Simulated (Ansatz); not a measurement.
# A series in volume scale on W

Results calculated with Ansatz 0.2.0, not measured. Periodic Kohn-Sham DFT of a crystal at fixed atoms, scaled to volume_scale times the given cell; pressure positive in compression, energy less spherical unpolarised free atoms, largest_vzz the field gradient of largest size among the nuclei.

The cell before it is scaled or strained (space group Fm-3m, No. 225):
```
cell vectors (Å)
   0.0000     2.0300     2.0300
   2.0300     0.0000     2.0300
   2.0300     2.0300     0.0000
atoms (fractions of the cell vectors)
W   0.00000  0.00000  0.00000
```

Settings of every row: method all-electron PAW; functional LDA; relativity scalar; k mesh 14x14x14; filling fermi-dirac; smearing width 0.05 eV; nucleus gaussian.

Atom start moment: 0 on all atoms.

Limits: no spin-orbit coupling on heavy atoms.

| row | volume scale | V (Å³/atom) | pressure (GPa) |
| --- | --- | --- | --- |
| 1 | 0.94 | 15.727 | -0.812 |
| 2 | 0.95 | 15.894 | -4.005 |
| 3 | 0.96 | 16.062 | -7.037 |
| 4 | 0.98 | 16.396 | ? |
| 5 | 0.99 | 16.564 | -15.23 |
| 6 | 1 | 16.731 | -17.679 |
| 7 | 1.01 | 16.898 | -19.998 |
| 8 | 1.02 | 17.065 | -22.195 |
| 9 | 1.04 | 17.4 | -26.239 |
| 10 | 1.05 | 17.567 | -28.097 |
| 11 | 1.06 | 17.735 | -29.853 |

Question: what pressure should row 4 give?

Worked fit of pressure. Take u = (V_r/V)^(2/3) − 1 with V_r = 16.815 Å³ an atom, which is twice the finite (Eulerian) strain; such expansions in the strain, on which the Birch-Murnaghan equation of state is built, carry the rest volume and the bulk modulus. The shown rows have u = 0.0456, 0.03827, 0.03101, 0.01008, 0.00334, -0.00328, -0.00979, -0.02254, -0.02875, -0.03489. Least squares give pressure = −18.8606 + 350.037 × u + 1002.19 × u² GPa; a straight line predicts inner rows, each left out in turn, worse (root mean square 0.58 against 0.0052 GPa). The rows lie off it by 0.003, -0.008, 0.005, 0.000, 0.001, 0.000, -0.004, 0.002, -0.001, 0.000 (root mean square 0.0035 GPa). The withheld row has u = 0.01696, so the fit gives −18.8606 + 350.037 × (0.01696) + 1002.19 × (0.01696)² = -12.636 GPa.

The calculation gave -12.643 GPa. The fit lies 0.007 GPa (0.024 % of the column's range) above it; its largest miss of a shown row is 0.008 GPa.
